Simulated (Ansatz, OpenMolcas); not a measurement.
# CH6BNO2: a line through the functionals

The species is CH6BNO2 (11 atoms), meant as a singlet with charge 0. SMILES: `COB(N)O`. The shape is that of a PBE0-D4/def2-TZVP optimisation. This is one conformer, not always the lowest.

The HOMO–LUMO gap y, in eV, basis 6-31G(d); a is the functional's share of exact exchange. Programs: Ansatz 0.2.0, OpenMolcas 26.06.

| functional | program | a | y (eV) |
| --- | --- | --- | --- |
| BLYP | Ansatz | 0 | 6.85 |
| TPSS | OpenMolcas | 0 | 7.42 |
| B3LYP | Ansatz | 0.2 | ? |
| PBE0 | Ansatz | 0.25 | 9.64 |
| r2SCAN0 | Ansatz | 0.25 | 10.33 |
| BHLYP | Ansatz | 0.5 | 11.96 |

Fit y = c + s·a to the known rows and predict B3LYP.


1. Means of the 5 rows: a = 0.2000, y = 9.240.
2. Σ(Δa)² = 0.175, Σ(Δa·Δy) = 1.7325, so the slope is 1.7325/0.175 = 9.9.
3. Intercept: 9.240 − (9.9) × 0.2000 = 7.260. The largest residual of the fit is 0.60.
4. B3LYP: 7.260 + (9.9) × 0.2 = 9.24 eV.

The run gave 8.94 eV, so the prediction is off by +0.30 eV, within the largest residual. Exact exchange lowers occupied levels and raises empty ones. The rows mix families of semi-local functionals, which the line can't see.

The gap widens at each step up in exact exchange, but the B3LYP miss is systematic rather than random. BLYP, B3LYP and BHLYP all lie below the fitted line, and the computed 8.94 eV falls almost on the straight line joining the other two. The slope is thus well transferable within this family, while the offset depends on the semi-local part: PBE0 and r2SCAN0 differ noticeably at the same a of 0.25.

The widening arises because non-local exchange stabilises an occupied orbital through its own exchange term, whereas an empty orbital has no such term and feels the repulsion of all the electrons. In this molecule, π donation from nitrogen and oxygen into the formally empty boron p orbital should also push the boron-centred π* level up, which probably helps keep the gap large even without exact exchange. With no diffuse functions in the basis, the LUMO is probably too confined and too high, so the gaps support a comparison of functionals rather than an estimate of the electron affinity or optical absorption.
